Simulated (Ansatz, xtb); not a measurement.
## C5H3OP: which of two isomers lies lower

We compare I, `C#CC1=PC=CO1`, a singlet, with II, `P#Cc1ccoc1`, a singlet. Both are isolated molecules in the gas phase, relaxed with PBE-D3(BJ)/def2-SVP.

Quicker runs give these differences E(II) − E(I): GFN2-xTB −13.8 kcal/mol; HF/STO-3G −5.6 kcal/mol (at GFN2-xTB geometries); r2SCAN-D4/def2-SVP −19.4 kcal/mol (at GFN2-xTB geometries).

Question: Estimate E(II) − E(I) at the level CCSD(T)/def2-SVP + ΔMP2/def2-TZVPP.

Answer: Calculated at CCSD(T)/def2-SVP + ΔMP2/def2-TZVPP: E(II) − E(I) = −17.6 kcal/mol, so structure II lies lower.

How the difference moves with the method:

```json
{"level": "GFN2-xTB", "geometry": "GFN2-xTB", "E(II) − E(I) (kcal/mol)": "−13.8", "departure from the last row (kcal/mol)": "+3.8", "job, with rough time for the two": "optimisation, 0.33 s"}
{"level": "HF/STO-3G", "geometry": "GFN2-xTB", "E(II) − E(I) (kcal/mol)": "−5.6", "departure from the last row (kcal/mol)": "+12.1", "job, with rough time for the two": "single point, 1 s"}
{"level": "r2SCAN-D4/def2-SVP", "geometry": "GFN2-xTB", "E(II) − E(I) (kcal/mol)": "−19.4", "departure from the last row (kcal/mol)": "−1.7", "job, with rough time for the two": "single point, 5.7 s"}
{"level": "PBE-D3(BJ)/def2-SVP", "geometry": "PBE-D3(BJ)/def2-SVP", "E(II) − E(I) (kcal/mol)": "−18.4", "departure from the last row (kcal/mol)": "−0.8", "job, with rough time for the two": "optimisation, 37 s"}
{"level": "HF/def2-SVP", "geometry": "PBE-D3(BJ)/def2-SVP", "E(II) − E(I) (kcal/mol)": "−19.4", "departure from the last row (kcal/mol)": "−1.8", "job, with rough time for the two": "part of the CCSD(T) run"}
{"level": "MP2/def2-SVP", "geometry": "PBE-D3(BJ)/def2-SVP", "E(II) − E(I) (kcal/mol)": "−21.5", "departure from the last row (kcal/mol)": "−3.9", "job, with rough time for the two": "part of the CCSD(T) run"}
{"level": "CCSD(T)/def2-SVP", "geometry": "PBE-D3(BJ)/def2-SVP", "E(II) − E(I) (kcal/mol)": "−21.1", "departure from the last row (kcal/mol)": "−3.5", "job, with rough time for the two": "single point"}
{"level": "CCSD(T)/def2-SVP + ΔMP2/def2-TZVPP", "geometry": "PBE-D3(BJ)/def2-SVP", "E(II) − E(I) (kcal/mol)": "−17.6", "departure from the last row (kcal/mol)": "", "job, with rough time for the two": "single point, 85 s"}
```

As drawn, II has 1 C≡P, 3 C∷C, 2 C∷O in place of 1 C≡C, 2 C–O, 1 C=C, 1 C–P, 1 C=P (∷ is an aromatic bond). Structure I has a 5-membered ring, II a 5-membered ring (with an aromatic ring).

None of the levels shown reverses the order. The largest departure from CCSD(T)/def2-SVP + ΔMP2/def2-TZVPP is that of HF/STO-3G, 12.1 kcal/mol. The last row adds to CCSD(T) the change of the MP2 difference between the two basis sets, here +3.5 kcal/mol, a large step that makes the value less sure.

With thermal terms from frequencies at re-optimised GFN2-xTB minima (ideal gas, soft modes damped towards free rotors, one conformer each, 298.15 K, 1 atm): the zero-point term adds +1.7 kcal/mol; ΔH is −16.2 and ΔG −16.0 kcal/mol.

The correlated steps freeze 11 core orbitals. Run with Ansatz 0.2.0, xtb 6.7.1; the last row on 2 threads of Intel(R) Xeon(R) Processor @ 2.70GHz on a shared host.

The furan bearing a C≡P group lies clearly below the ethynyl oxaphosphole, and thermal terms leave that order intact. Going from I to II exchanges a C–P σ bond for a stronger C–C σ bond, while a C–C π bond of the alkyne gives way to a C–P π bond. Phosphorus thus moves out of the ring into a triple bond, leaving an all-carbon furan framework around oxygen. Aromaticity probably adds less than the drawings imply, since the oxaphosphole ring also holds a six-electron π system.

The preference is already present at Hartree–Fock level: in the same small basis, HF gives −19.4 and CCSD(T) −21.1 kcal/mol, so correlation is not its main source. The weak preference in STO-3G probably reflects the lack of polarisation functions, which matter for multiple bonds to phosphorus. PBE's closeness to the final value likely owes something to cancellation between functional and basis errors. The energy order says nothing about the kinetic persistence of II, as unhindered phosphaalkynes readily oligomerise.
